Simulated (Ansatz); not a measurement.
# Ligand exchange: C5H10 + Ge(SH)2 → C5H10S + GeH(SH)

Species: C5H10 (cyclopentane) `C1CCCC1`, singlet; Ge(SH)2, singlet; C5H10S (cyclopentanethiol) `SC1CCCC1`, singlet; GeH(SH), singlet. The partners trade H for SH: C–H and Ge–SH bonds give way to C–SH and Ge–H.

Shapes, held fixed at every level: PBE0-D4/def2-TZVP. Flexible molecules stand in one conformer, not always the lowest. Programs: Ansatz 0.2.0. Electronic energies: no zero-point or thermal term.

Estimate ΔE of this reaction.

The highest level, CCSD(T)/def2-TZVPP, gives ΔE = +144.1 kJ/mol; the levels span +142.6 to +153.1. The column of differences is taken from that level and isn't an error. No measured value is set beside it here. Relativity is left out for Ge. Outer-core shells of Ge are correlated in most correlated rows, in sets that cover them unevenly.

```
             level                    kind  ΔE (kJ/mol)  less CCSD(T)/def2-TZVPP
     HF/def2-TZVPP            Hartree–Fock       +146.2                     +2.1
 PBE-D4/def2-TZVPP                     GGA       +153.1                     +9.0
wB97M-V/def2-TZVPP  range-separated hybrid       +145.2                     +1.1
wB97X-V/def2-TZVPP  range-separated hybrid       +142.6                     -1.5
 B2PLYP/def2-TZVPP           double hybrid       +152.5                     +8.4
    MP2/def2-TZVPP     perturbation theory       +149.5                     +5.4
   CCSD/def2-TZVPP   coupled cluster or CI       +143.4                     -0.7
CCSD(T)/def2-TZVPP   coupled cluster or CI       +144.1                      0.0
```

The exchange is strongly uphill in electronic energy at every level, so sulfur clearly prefers divalent germanium to the cyclopentyl carbon. The bonds explain this: a strong C–H bond and a polar Ge–S bond give way to a weaker C–S bond and a rather weak Ge–H bond. The germylene probably adds to the cost, since each SH group can donate lone-pair density into the formally empty Ge 4p orbital, and replacing one with hydride removes a donor.

Hartree–Fock already lies close to CCSD(T), which points to extensive cancellation of correlation between the two sides rather than to weak correlation in the molecules themselves. MP2 shifts the Hartree–Fock value upward, whereas CCSD and CCSD(T) shift it slightly downward, so second order gets even the sign of the small net correlation contribution wrong relative to coupled cluster. The small effect of triples suggests that this balance is well settled within the basis. The total reaction energy can't separate π donation from the intrinsic σ-bond strengths.
